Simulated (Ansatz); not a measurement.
From the elastic tensor of BN at -28.9 GPa (stress–strain coefficients) to moduli and sound speeds

Level of theory: Ansatz, DFT LDA, scalar-relativistic, plane waves, PAW. Cutoff 420 eV, 10×10×10 k-points (Γ-centred), fixed occupations. No spin polarisation.

Symmetry: F-43m, No. 216, cubic system. The conventional cell has a = 3.682 Å, b = 3.682 Å, c = 3.682 Å, α = 90.00°, β = 90.00°, γ = 90.00°. B (site symmetry -43m) has 4 N at 1.59 Å as nearest neighbours. N (site symmetry -43m) is surrounded by 4 B at 1.59 Å.

The cell is the ideal cubic zincblende prototype.

Relaxed-ion constants (GPa, on the Cartesian axes of the calculation):
C11 = 679.0, C12 = 96.3, C13 = 96.3, C22 = 679.0, C23 = 96.3, C33 = 679.0, C44 = 382.4, C55 = 382.4, C66 = 382.4 GPa; the others vanish.

Density 3.302 g/cm³; 2 atoms in 12.48 Å³.

The values that follow are for a polycrystal of randomly turned grains, by Hill's mean where one number stands.

With S = C⁻¹: B_V = (C11+C22+C33+2(C12+C13+C23))/9, G_V = (C11+C22+C33−C12−C13−C23+3(C44+C55+C66))/15, 1/B_R = S11+S22+S33+2(S12+S13+S23), 15/G_R = 4(S11+S22+S33−S12−S13−S23)+3(S44+S55+S66); Hill is their mean. Then v_l = √((B+4G/3)/ρ), v_t = √(G/ρ), v_m = [(2/v_t³+1/v_l³)/3]^(−1/3) and Θ = (ħ/k_B)·v_m·(6π²n/V)^(1/3) for n atoms in the volume V; E = 9BG/(3B+G), ν = (3B−2G)/(2(3B+G)) and A^U = 5G_V/G_R + B_V/B_R − 6.

```
Bulk modulus, Voigt / Reuss / Hill          : 290.5 / 290.5 / 290.5 GPa
Shear modulus, Voigt / Reuss / Hill         : 346.0 / 339.9 / 343.0 GPa
Young's modulus                             : 738 GPa
Poisson ratio                               : 0.076
Pugh ratio B/G                              : 0.85
Universal anisotropy index                  : 0.09
Longitudinal and transverse sound speeds    : 15048 and 10191 m/s
Debye temperature from the mean sound speed : 1798 K
```

Cost: 1 run of about 0.94 core-minutes, on Intel Xeon Processor @ 2.50GHz (Skylake/Cascade Lake) (shared hosts).

The shear modulus exceeds the bulk modulus, and the Poisson ratio of 0.076 is very small, as expected for a network of directional sp³ bonds that resists bond-angle changes strongly. C44 lies far above C12, by much more than the applied stress alone would cause with purely central forces, which points to the same angular stiffness. The negative pressure describes a lattice under tension. The bulk modulus of 290.5 GPa is accordingly well below that of unstressed cubic BN, since stretched bonds have a flatter energy curve and there are fewer of them per volume. These values therefore shouldn't be read as ambient properties of the material.

Elastic anisotropy is mild: shear on the cube planes is stiffer than the tetragonal shear governed by C11 − C12, but grain averaging hardly depends on the choice of bound. The constants satisfy the cubic stability conditions, so the expanded crystal withstands small homogeneous strains. This doesn't exclude a phonon instability at finite wavevector, which could limit the tension the lattice can bear.
